## CISD and CCSD use the same excitations, so why are their errors so different?

I have total energies for AlBH₅, a radical with one hydrogen between an AlH₂ and a BH₂ group, all at one fixed geometry. It is a point of a rigid hydrogen-transfer scan, not a relaxed structure: the moving hydrogen is bonded to boron and still far from aluminium.

Calculated values. Total energies of AlBH₅ (neutral doublet) from Ansatz 0.2.0 with the cc-pVDZ basis and frozen cores, relative to UCCSDT(Q), at one geometry built from rigid PBE0/def2-TZVP fragments. R and U denote restricted and unrestricted orbitals. The active spaces hold 3 electrons in 3 orbitals (pair) and 9 electrons in 9 orbitals (frontier).

```tsv
level	this level less the reference (UCCSDT(Q), same basis) (meV)
RHF	5560.5
UHF	5508.7
RMP2	1322.7
UMP2	1320.6
CISD	524.3
RCCSD	116.9
UCCSD	115.8
RCCSD(T)	28.0
UCCSD(T)	28.0
BCCD(T)	28.0
RCCSDT	2.6
UCCSDT	2.3
RCCSDT(Q)	0.3
CASSCF pair	5154.1
NEVPT2 pair	1331.6
MRCISD pair	469.0
MRCISD+Q pair	18.4
CASSCF frontier	3942.7
NEVPT2 frontier	1310.3
```

CISD and RCCSD both work with single and double excitations, yet one is wrong by 524 meV and the other by 117 meV. MRCISD with the small "pair" active space is hardly better than CISD, but adding +Q takes it past CCSD(T). Meanwhile the larger "frontier" space improves CASSCF by more than 1 eV and leaves NEVPT2 almost where it was. Is this a multireference molecule, or is something else going on?

### Answer

It is not a multireference case. In the coupled-cluster runs the largest double excitation has an amplitude of about 0.04, which is a weight below 0.2 % relative to the main determinant. The RHF error of 5.56 eV, which is the whole correlation energy on this scale, is therefore built from a great many small events in which two electrons avoid each other. The levels differ mainly in whether they let such events happen at the same time, and in how well they describe each one.

**Why CISD falls behind**

Take first a single electron pair. Let $K$ be the coupling between the main determinant and one doubly excited configuration, and $D$ the energy that this excitation costs. The pair then gains an energy $\varepsilon$ given by

$$\varepsilon=\frac{K^2}{D+\varepsilon}.$$

Now take $N$ equal pairs that ignore each other. The true gain is $N\varepsilon$, but CISD allows only one pair to be excited at a time. While that pair is excited, the others lose their correlation, so the excitation costs more:

$$E_{\mathrm{CI}}=\frac{N K^2}{D+E_{\mathrm{CI}}},\qquad \frac{E_{\mathrm{CI}}}{N\varepsilon}=\frac{D+\varepsilon}{D+E_{\mathrm{CI}}}.$$

The two limits show what this means. For one pair CISD is exact. For very many pairs its gain grows only as $\sqrt N$, while the true gain grows as $N$. Coupled cluster avoids the fault because its exponential form contains the products of excitations, so that two distant pairs can be excited together.

**A worked estimate for +Q**

The +Q correction is meant to restore those products, which gives the model a test. The 11 valence electrons make $N=5.5$, a crude count for a radical. RCCSD gains 5.44 eV over RHF, or $\varepsilon=0.99$ eV per pair, and CISD gains 5.04 eV, which is 0.925 of the RCCSD value. These two rows fix the one fitted constant:

$$\frac{D+0.99}{D+5.04}=0.925\quad\Rightarrow\quad D\approx 49\ \text{eV}.$$

This is an effective cost that shifts with the choice of $N$, not an excitation energy of the molecule.

A common form of +Q multiplies the gain $E$ by the weight of the excited configurations relative to the reference, which in the model is $E/(D+E)$. MRCISD gains 4.69 eV over its CASSCF starting point, so the step should be

$$4.69\times\frac{4.69}{49+4.69}\approx 0.41\ \text{eV}.$$

The table has $469.0-18.4\approx 451$ meV. The MRCISD rows took no part in the fit, and the estimate is about 9 % short. The plain form of +Q, which uses the weight of the excited configurations in the normalised wavefunction, would come out 17 % short; the data do not say which form was used.

**Why MRCISD+Q looks so good**

Products of double excitations alone should bring MRCISD to roughly the quality of CCSD, which would take a step of $469.0-116.9\approx 352$ meV. The actual step is about 100 meV longer. Part of the reason can be seen in the limit of one pair: there is nothing to correct, yet the formula still returns a correction, because it counts a pair as being excited together with itself. For a handful of pairs this overshoot matters.

CCSD, for its part, lacks the triple excitations, which are worth 114 meV between RCCSD and RCCSDT. An overshoot can stand in for part of them. Some triples also enter MRCISD honestly, through the excited configurations of its active space, and how the two contributions divide is untested. I would therefore read the 18 meV of MRCISD+Q, against 28 meV for CCSD(T), as probably helped by cancellation rather than as a better description. Even the order of the two is not settled, because the frozen cores can differ between levels by up to 20 meV, which is more than the gap between them.

**What triples add, and what (T) catches**

Once products are included, what remains is the joint motion of three or more electrons. With small amplitudes this is a small effect: the error falls by a factor of 45 to 50 from Hartree–Fock to CCSD, and again from CCSD to CCSDT. The second factor is less firm, because the 2.3 meV of UCCSDT is simply the size of the (Q) term, the perturbative estimate of quadruples in the reference. Likewise, the 0.3 meV of RCCSDT(Q) shows agreement between two closely related methods, not closeness to the exact answer.

CCSD(T) sits between these rungs because (T) estimates the triples by perturbation theory instead of solving for them. It catches 89 of the 114 meV, or 78 %. MP2 does the same for the doubles, and it too catches 78 % of what RCCSD finds. Both take the cost of an excitation from orbital energies. This leaves out the attraction between the excited electrons and the holes they leave behind, as well as the mixing of excited configurations with each other. Theory thus gives a reason for both to fall short here; that the two shares agree so closely may be chance.

**Why a larger active space does not rescue NEVPT2**

CASSCF treats the electrons in a few orbitals fully and leaves out the small events that reach any other orbital. The pair space, with three electrons in three orbitals, gains 406 meV over RHF. The frontier space, with nine electrons in nine orbitals, has room for four such pairs and gains 404 meV for each. Such additive gains fit the picture of a molecule without one specially troublesome pair. They are only a hint, because the data do not show which orbitals are active, and a CASSCF run can end on a higher solution.

NEVPT2 then adds the remaining correlation to second order and ends near 1.3 eV, where MP2 also ends. Moving from the pair to the frontier space lowers the CASSCF error by 1211 meV but the NEVPT2 error by only 21 meV. The shortfall of second order is thus not cured by treating more valence electrons fully within a few orbitals. Everything inside the active space is already solved for, so the remaining error must come from excitations that reach outside it, and from their effect on those inside. Both versions treat these outer excitations only to second order.

**The R and U rows**

R means that both spins share the same spatial orbitals, and U that they may differ. This freedom lowers the Hartree–Fock energy by 52 meV, because the odd electron polarises the others. From MP2 onwards the two versions agree to about 2 meV or better, because the correlation treatment recovers the polarisation that shared orbitals leave out. In RMP2 the single excitations supply 27 meV of it, and the double excitations most of the rest. BCCD(T), which builds the effect of the singles into its orbitals, gives the same 28.0 meV as both CCSD(T) rows. Their agreement shows that the orbitals hardly matter here, not that the triples are complete.

**What to take from this**

For a similar molecule with one dominant determinant, first ask whether a method solves for the double excitations or only estimates them (about 1.2 eV here), then whether it includes their products (about 0.4 eV), and last whether it lets three or more electrons move together (about 0.1 eV). More electron pairs make the second question more important, since the fault of CISD grows faster than the number of pairs.

Aluminium and boron hydrides occur in the chemistry of deposition and doping precursors, where reaction rates depend on energy differences. The errors above belong to total energies at one geometry and in one small basis, so they are not barrier errors; part of them would cancel between two geometries. The analysis output below gives the fits and their misfits.

Numerical output:

```
table rounding 0.05 meV (2.2 % of UCCSDT, 0.18 % of UCCSD(T))
share of RHF error removed (%):
  UHF 0.93, RMP2 76.21, UMP2 76.25, CISD 90.57, RCCSD 97.90
  UCCSD 97.92, RCCSD(T) 99.50, UCCSD(T) 99.50, BCCD(T) 99.50, RCCSDT 99.95
  UCCSDT 99.96, RCCSDT(Q) 99.99, CASSCF pair 7.31, NEVPT2 pair 76.05, MRCISD pair 91.57
  MRCISD+Q pair 99.67, CASSCF frontier 29.09, NEVPT2 frontier 76.44
1. rank ladder E_k = E_HF q^k, one q for R and U
  fitted 1/q = 47.6
  R ratios HF/CCSD 47.6, CCSD/CCSDT 45.0
  RCCSD model 116.88 table 116.9 meV, off by -0.0 %
  RCCSDT model 2.46 table 2.6 meV, off by -5.5 %
  U ratios HF/CCSD 47.6, CCSD/CCSDT 50.3
  UCCSD model 115.80 table 115.8 meV, off by -0.0 %
  UCCSDT model 2.43 table 2.3 meV, off by +5.8 %
2. share of a rank caught by its perturbative estimate
  RMP2: 4237.8 of 5443.6 meV = 77.8 %, left 1205.8 meV
  RCCSD(T): 88.9 of 114.3 meV = 77.8 %, left 25.4 meV
  UMP2: 4188.1 of 5392.9 meV = 77.7 %, left 1204.8 meV
  UCCSD(T): 87.8 of 113.5 meV = 77.4 %, left 25.7 meV
  mean 77.7 %, spread 0.5 points; opposite-spin part of RMP2 89.3 %
  if (Q) = -2.24 meV caught the same share: 0.6 meV missed, UCCSD/UCCSDT ratio 40
3. equal-pair model, D fitted to CISD against RCCSD
  CISD - RCCSD 407.4 meV, CISD/RCCSD correlation 0.9252, CISD - MRCISD 55.3 meV
  N 5.0: D 47.7 eV, +Q plain 385 (-15 %), renormalised 419 (-7 %) meV
  N 5.5: D 49.0 eV, +Q plain 376 (-17 %), renormalised 409 (-9 %) meV
    D/2 above mean filled level (-14.5 eV) is 10.0 eV; CISD 1-c0^2 = 0.085
  N 6.0: D 50.1 eV, +Q plain 369 (-18 %), renormalised 400 (-11 %) meV
  table +Q step 450.6 meV = 0.0962 of MRCISD gain 4685.1 meV
  step needed to reach RCCSD 352.1; +Q ends 98.5 below RCCSD, 9.6 below RCCSD(T) meV
4. CASSCF gain over RHF
  (3,3) 406.4 meV, 1 pair; (9,9) 1617.8 meV, 404.5 per pair; 4 x (3,3) = 1625.6, off by +0.5 %
5. NEVPT2: fixed share of remainder (as RMP2) or same residual as RMP2
  pair: share 74.2 % (RMP2 76.2); fixed share gives 1226 (-106), same residual -8.9 meV
  frontier: share 66.8 % (RMP2 76.2); fixed share gives 938 (-372), same residual +12.4 meV
  frontier below pair: CASSCF 1211.4, NEVPT2 21.3 meV
6. R minus U (meV)
  HF 51.8, MP2 2.1, CCSD 1.1, CCSD(T) 0.0, CCSDT 0.3, CCSDT(Q) 0.3
  quartet weight in UHF (S^2-0.75)/3 = 0.0025; ROHF MP2 singles -27.4 meV = 53 % of HF gap
  BCCD minus RCCSD: cluster +1.99, (T) -1.95, sum +0.04 meV
```
